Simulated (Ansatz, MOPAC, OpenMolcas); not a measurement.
## A ladder of methods for CH5BOSi (SMILES B[SiH2]C=O)

The species is CH5BOSi (9 atoms), meant as a singlet with charge 0. SMILES: `B[SiH2]C=O`. The coordinates come from a PBE0-D4/def2-TZVP relaxation. This is one conformer, not always the lowest.

```xyz
9

B    -0.9501    0.8500   -1.0731
Si    0.6108   -0.2060   -0.3865
C     0.3306   -0.5537    1.4945
O     1.0228   -0.0984    2.3658
H    -2.0576    0.5182   -0.7670
H    -0.8288    1.7994   -1.7869
H     1.9581    0.3876   -0.5707
H     0.5420   -1.5409   -1.0559
H    -0.5392   -1.2024    1.7629
```

Quantity: the HOMO–LUMO gap, in eV. The values are calculated.

| level | kind | program | value (eV) |
| --- | --- | --- | --- |
| PM3 | semi-empirical | MOPAC | 9.39 |
| HF/def2-SVP | Hartree–Fock | OpenMolcas | 11.36 |
| SVWN5/def2-SVP | LDA | Ansatz | 1.80 |
| PBE/def2-SVP | GGA | OpenMolcas | 1.90 |
| TPSS/def2-SVP | meta-GGA | OpenMolcas | 2.15 |
| BHLYP/def2-SVP | global hybrid | Ansatz | 6.58 |
| wB97M-V/def2-SVP | range-separated hybrid | Ansatz | 8.41 |
| PBE-QIDH/def2-SVP | double hybrid | Ansatz | 8.43 |

The values span 1.80 to 11.36 eV. Orbital gaps aren't excitation energies, and those of double hybrids come from the SCF part alone; they tend to grow with the share of exact exchange.

The three semilocal functionals agree closely, from 1.80 to 2.15 eV, but that agreement doesn't fix the gap, since BHLYP already gives 6.58 eV. The near coincidence of wB97M-V and PBE-QIDH, at 8.41 and 8.43 eV, is no sign of convergence either, probably because long-range exchange in one and a large global fraction in the other shift the frontier levels by similar amounts.

Chemically, the molecule joins a donor and an acceptor that both favour a small gap. In acylsilanes the oxygen lone pair mixes with the Si–C σ bond, which raises the highest occupied level. Tricoordinate boron contributes an empty p orbital, so the LUMO is probably boron-centred, with possible admixture of carbonyl π*. In the given geometry the oxygen points away from boron, leaving that orbital without a lone-pair donor. A conformer or dimer with an O→B dative bond would fill it and probably widen the gap, so the values don't carry over to such associated forms.
